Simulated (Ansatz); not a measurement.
## A van 't Hoff estimate for CHBrClF + C3H10Si ⇌ C2H4ClF + C2H7BrSi

Species: CHBrClF (bromochlorofluoromethane) `FC(Cl)Br`, singlet; C3H10Si `CC[SiH2]C`, singlet; C2H4ClF (1-chloro-1-fluoroethane) `CC(F)Cl`, singlet; C2H7BrSi `CC[SiH2]Br`, singlet. The partners trade Br for CH3: C–Br and Si–CH3 bonds give way to C–CH3 and Si–Br.

The electronic reaction energy at CCSD(T)/def2-TZVPP is -147.4 kJ/mol. Shapes: PBE0-D4/def2-TZVP. Flexible molecules stand in one conformer, not always the lowest. Programs: Ansatz 0.2.0. Enthalpy and entropy come from rigid-rotor, harmonic-oscillator sums on unscaled PBE0-D4/def2-TZVP wavenumbers, ideal gases at 1 bar; R ln 2 is added for the mirror twin of the chiral shape of CHBrClF, C3H10Si, C2H4ClF. Symmetry numbers: CHBrClF 1, C3H10Si 1, C2H4ClF 1, C2H7BrSi 1. R = 8.3145 J/(mol K).

| T (K) | ΔH (kJ/mol) | ΔS (J/(mol K)) |
| --- | --- | --- |
| 800 | -143.4 | -14.6 |
| 1100 | -144.2 | -15.5 |
| 1400 | ? | ? |

Work out ln K at 800 and 1100 K, and from these estimate it at 1400 K.


1. 800 K: ΔG = -143.4 − 800 × (-14.6)/1000 = -131.7 kJ/mol; ln K = −ΔG/RT = +19.80.
2. 1100 K: ΔG = -144.2 − 1100 × (-15.5)/1000 = -127.1 kJ/mol; ln K = −ΔG/RT = +13.90.
3. Slope against 1000/T: (+13.90 − (+19.80))/(0.9091 − 1.2500) = +17.31, that is −ΔH/R with ΔH near -144 kJ/mol.
4. 1400 K: ln K = +19.80 + (+17.31) × (0.7143 − 1.2500) = +10.53.

The full sums give ΔH = -144.8 kJ/mol, ΔS = -16.0 J/(mol K), ΔG = -122.4 kJ/mol and ln K = +10.52 at 1400 K, so the line is off by +0.01 in ln K; without rounding the miss is +0.02, from the change of ΔH with temperature. The products are favoured over this whole range. An error of 10 kJ/mol in the energy moves ln K by 0.9 at 1400 K. Soft modes are treated as harmonic, which can err either way at these temperatures; the lowest are those of CHBrClF (224 cm⁻¹), C3H10Si (79 cm⁻¹), C2H4ClF (251 cm⁻¹), C2H7BrSi (69 cm⁻¹). Other conformers aren't counted. Relativity is left out for Br. Outer-core shells of Br are correlated, in sets that cover them unevenly.

The exchange is strongly exothermic, so ln K falls on heating, from +19.80 at 800 K to +10.52 at 1400 K, yet the products remain heavily favoured. The driving force is probably the move of bromine from carbon to the more electropositive silicon, since the Si–Br bond is more polar and stronger than C–Br, while trading Si–CH3 for C–CH3 should matter less. With two molecules on each side and similar sets of vibrations, the heat capacities nearly cancel. ΔH therefore barely drifts, and the two-point line extrapolates well.

The small entropy loss needs more care. The mirror-twin terms of the two carbon stereocentres cancel across the equation, but that of the twisted ethylmethylsilane has no counterpart in the bromosilane. Part of the negative ΔS thus reflects the conformers chosen rather than the bond exchange, though this is too small to threaten the direction of equilibrium. A large K says nothing about the rate, and at these temperatures hydrogen halide elimination or radical decomposition could outpace the exchange.
